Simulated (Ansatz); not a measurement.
## From Sn(NH2)4 to SnF4: predicting a member

Gas-phase molecules. On one Sn centre, n of the NH2 ligands are replaced by F. The HOMO–LUMO gap y in eV at wB97M-V/def2-TZVPP. Shapes: PBE0-D4/def2-TZVP. Flexible molecules stand in one conformer, not always the lowest. Programs: Ansatz 0.2.0.

| molecule | n | y (eV) |
| --- | --- | --- |
| Sn(NH2)4 | 0 | 10.60 |
| Sn(NH2)3F | 1 | ? |
| Sn(NH2)2F2 | 2 | 11.19 |
| SnF4 | 4 | 13.56 |

Q: Fit y = c + s·n to the known rows and predict Sn(NH2)3F.

A: 
1. Means of the 3 rows: n = 2.00000, y = 11.783.
2. Σ(Δn)² = 8, Σ(Δn·Δy) = 5.92, so the slope is 5.92/8 = 0.74.
3. Intercept: 11.783 − (0.74) × 2.00000 = 10.303. The largest residual of the fit is 0.59.
4. Sn(NH2)3F: 10.303 + (0.74) × 1 = 11.04 eV.

The run gave 11.20 eV, so the prediction is off by -0.16 eV, within the largest residual. The steps per swap are uneven (+0.60, -0.01, +1.19), so a line is a poor model. Other levels give for Sn(NH2)3F: PBE-D4/def2-TZVPP 4.60; B3LYP-D4/def2-TZVPP 6.41 eV. Orbital gaps aren't excitation energies, and the LUMO depends on the basis. For atoms past krypton def2 sets carry core potentials with scalar relativity. The series isn't monotonic at this level.

Replacing amide by fluoride widens the gap overall, but Sn(NH2)3F and Sn(NH2)2F2 are practically level at 11.20 and 11.19 eV, and the large rise comes only on the way to SnF4. A change in the character of the HOMO probably explains this. While any amide remains, the highest occupied level should be mainly a nitrogen lone pair, whereas in SnF4 it must come from the more tightly bound fluorine 2p lone pairs. The LUMO, probably Sn 5s mixed with ligand σ* character, is also lowered as fluorine withdraws charge from tin, so the inductive effect partly cancels in the gap of the mixed members. The gap therefore follows which ligand supplies the frontier orbital more than the number of fluorines, and the linear fit's close prediction for Sn(NH2)3F is no evidence of additive substituent effects. Without Sn(NH2)F3, the data can't show whether the widening is concentrated in the loss of the last amide, as this picture suggests.
